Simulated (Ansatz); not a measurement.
**Band topology of SbPbBrO$_{2}$ with spin–orbit coupling — Ansatz, plane waves and PAW**

Space group I4mm (No. 107), 5 atoms in the cell of the first input below: a = 7.164 Å, b = 7.164 Å, c = 7.164 Å, α = 148.42°, β = 148.42°, γ = 45.27°.

The structure comes from the Materials Project database of computed cells (whether it is a measured phase wasn't checked), with its volume kept and shape and atoms relaxed; such computed volumes mostly lie a few per cent over measured ones, and more in layered crystals (pressure -1.9 GPa with this functional, without spin–orbit coupling). Functional: PBEsol.

Input:

```yaml
crystal:
  lattice:
    - [-1.949427626, 1.949427626, 6.6122045987]
    - [1.949427626, -1.949427626, 6.6122045987]
    - [1.949427626, 1.949427626, -6.6122045987]
  atoms:
    - { symbol: Br, position: [1.0033425595, 1.0033425595, 0.0] }
    - { symbol: O, position: [0.7537384568, 0.2537384568, 0.5] }
    - { symbol: O, position: [0.2537384568, 0.7537384568, 0.5] }
    - { symbol: Pb, position: [0.6397966477, 0.6397966477, 0.0] }
    - { symbol: Sb, position: [0.3251848792, 0.3251848792, 0.0] }
basis:
  ecutwfc: 420
  ecutrho_ratio: 4
kpoints:
  mp_grid: { grid: [6, 6, 6] }
hamiltonian:
  xc: pbesol
scf:
  occupations: { method: gaussian, width: 0.05 }
output:
  forces: true
  stress: true
  eigenvalues: true
  populations: true
  topological_invariants: true
magnetization:
  noncollinear: true
  spin_orbit: true
```

```bash
ansatz run input.yaml --threads 8 --pin off --max-ram 15360MiB --backend cpu --events-out ev --progress --plain --runs-dir out
```

Time: 2.4 min on 8 threads of Arm Neoverse V2, with other jobs on the host, peak memory 1.5 GiB.

Without spin–orbit coupling the gap on a 10×10×10 mesh is 1.37 eV. With it, in a separate run (self-consistent on 10×10×10, bands on 12×12×12), a gap of 1.31 eV parts the filled from the empty bands (a gap on a mesh is an upper bound, as the edges may lie between its points, so gaps on unlike meshes don't measure the coupling's effect alone). The indices are those of the lowest 48 bands, and their direct separation from the next band is open. They come from Wilson loops on the time-reversal planes.

The cell is scaled in volume by 0.96 and 1.05 with the atoms carried along. Do the indices change?

No.

```tsv
volume ratio	pressure with spin–orbit coupling (GPa)	smallest direct separation sampled (eV)	at k	separation	Z2
0.96	1.5	1.859	0.49 0.49 0.42	open	(0;000)
1.00	-2.0	1.816	0.49 0.49 0.42	open	(0;000)
1.05	-5.4	1.757	0.49 0.49 0.42	open	(0;000)
```

Caveats: Kohn–Sham gaps are too small; Z2 indices don't see topology that rests on crystal symmetry, and an even number of inversions cancels; atoms feel forces of up to 0.59 eV/Å at volume ratio 1.05; atoms feel forces of up to 0.61 eV/Å at volume ratio 0.96.

SbPbBrO$_{2}$ is an ordinary insulator in the strong Z2 sense at all three volumes, and its weak indices vanish too. The smallest sampled direct separation, 1.816 eV at the reference volume, lies well above the 1.31 eV gap, which suggests an indirect gap. Formally, Pb(II) and Sb(III) keep their s lone pairs, so the valence edge should be mainly O and Br p with some cation s, and the conduction edge mainly cation p. Spin–orbit coupling splits the heavy-cation p states but evidently doesn't invert this order.

The direct separation shrinks steadily on expansion, from 1.859 to 1.757 eV. Probably the weaker cation p–anion p overlap lowers the antibonding conduction states, outweighing the relief of cation s–anion p repulsion at the valence edge. The change is far too small to bring an inversion near, and a larger quasiparticle gap would probably make one less likely still. Uniform scaling doesn't show the response to real pressure, which in a layered lattice would probably compress the soft interlayer spacing first.
